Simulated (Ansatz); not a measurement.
A series in volume per atom on Ca2O5

Results calculated with Ansatz 0.2.0 development build, not measured. Equation of state of a cubic crystal from periodic Kohn-Sham density functional theory without spin; pressure corrected for the finite basis.

Cell of the first row (space group Pn-3m, No. 224):
```
cell vectors (Å)
   5.4143     0.0000     0.0000
   0.0000     5.4143     0.0000
   0.0000     0.0000     5.4143
atoms (fractions of the cell vectors)
Ca  0.00000  0.00000  0.00000
Ca  0.50000  0.50000  0.00000
Ca  0.50000  0.00000  0.50000
Ca  0.00000  0.50000  0.50000
O   0.50000  0.00000  0.00000
O   0.00000  0.50000  0.00000
O   0.00000  0.00000  0.50000
O   0.50000  0.50000  0.50000
O   0.75000  0.75000  0.25000
O   0.75000  0.25000  0.75000
O   0.25000  0.75000  0.75000
O   0.75000  0.25000  0.25000
O   0.25000  0.75000  0.25000
O   0.25000  0.25000  0.75000
```

Settings of every row: formula Ca2O5; structure type cubic X2O5; functional PBE; spin treatment none; k mesh 20x20x20; occupation method fermi-dirac; occupation width 0.061225619 eV; wave cutoff 420 eV; datasets soft-1 PAW; density cutoff ratio 4.

Limits: a cubic model structure, not a phase known at ambient conditions; no spin polarisation, a magnetic state may lie lower.

```
row  volume per atom (Å³)  energy above lowest point (meV/atom)  pressure (GPa)
  1                11.337                                 13.72           6.506
  2                11.578                                  5.79           4.069
  3                11.819                                  1.33           1.883
  4                12.061                                     0           -0.08
  5                12.302                                     ?               ?
  6                12.543                                  5.45          -3.421
  7                12.784                                 11.69          -4.838
```

Question: what energy above lowest point and pressure should row 5 give?

Worked fit of energy above lowest point. Take u = (V_r/V)^(2/3) − 1 with V_r = 11.94 Å³ an atom, which is twice the finite (Eulerian) strain; such expansions in the strain, on which the Birch-Murnaghan equation of state is built, carry the rest volume and the bulk modulus. The shown rows have u = 0.03515, 0.02074, 0.00681, -0.0067, -0.03231, -0.04451. Least squares give energy above lowest point = 0.293 + 97.9 × u + 8024.6 × u² + 1638 × u³ meV/atom; a parabola predicts inner rows, each left out in turn, worse (root mean square 0.032 against 0.0048 meV/atom). All shown rows lie on it to the printed digit. Its lowest point lies at u = -0.0061, or V = 12.05 Å³ an atom, and the curvature there gives the bulk modulus at fixed shape and fractions, B = (4/9)(1 + u)² E″(u)/V = 93.3 GPa. The withheld row has u = -0.01971, so the fit gives 0.293 + 97.9 × (-0.01971) + 8024.6 × (-0.01971)² + 1638 × (-0.01971)³ = 1.47 meV/atom.

The calculation gave 1.47 meV/atom. The fit meets it to the printed digit.

Worked fit of pressure. Take u = (V_r/V)^(2/3) − 1 with V_r = 11.94 Å³ an atom, which is twice the finite (Eulerian) strain; such expansions in the strain, on which the Birch-Murnaghan equation of state is built, carry the rest volume and the bulk modulus. The shown rows have u = 0.03515, 0.02074, 0.00681, -0.0067, -0.03231, -0.04451. Least squares give pressure = 0.8745 + 145.498 × u + 403.64 × u² + 418 × u³ GPa; a parabola predicts inner rows, each left out in turn, worse (root mean square 0.0086 against 0.0037 GPa). The rows lie off it by 0.000, 0.000, -0.001, 0.002, -0.002, 0.001. The pressure vanishes at u = -0.0061, or V = 12.05 Å³ an atom, and there the bulk modulus at fixed shape and fractions is B = −V dP/dV = (2/3)(1 + u) dP/du = 93.2 GPa. The withheld row has u = -0.01971, so the fit gives 0.8745 + 145.498 × (-0.01971) + 403.64 × (-0.01971)² + 418 × (-0.01971)³ = -1.840 GPa.

The calculation gave -1.841 GPa. The fit lies 0.001 GPa (0.0088 % of the column's range) above it, one unit of the last digit.
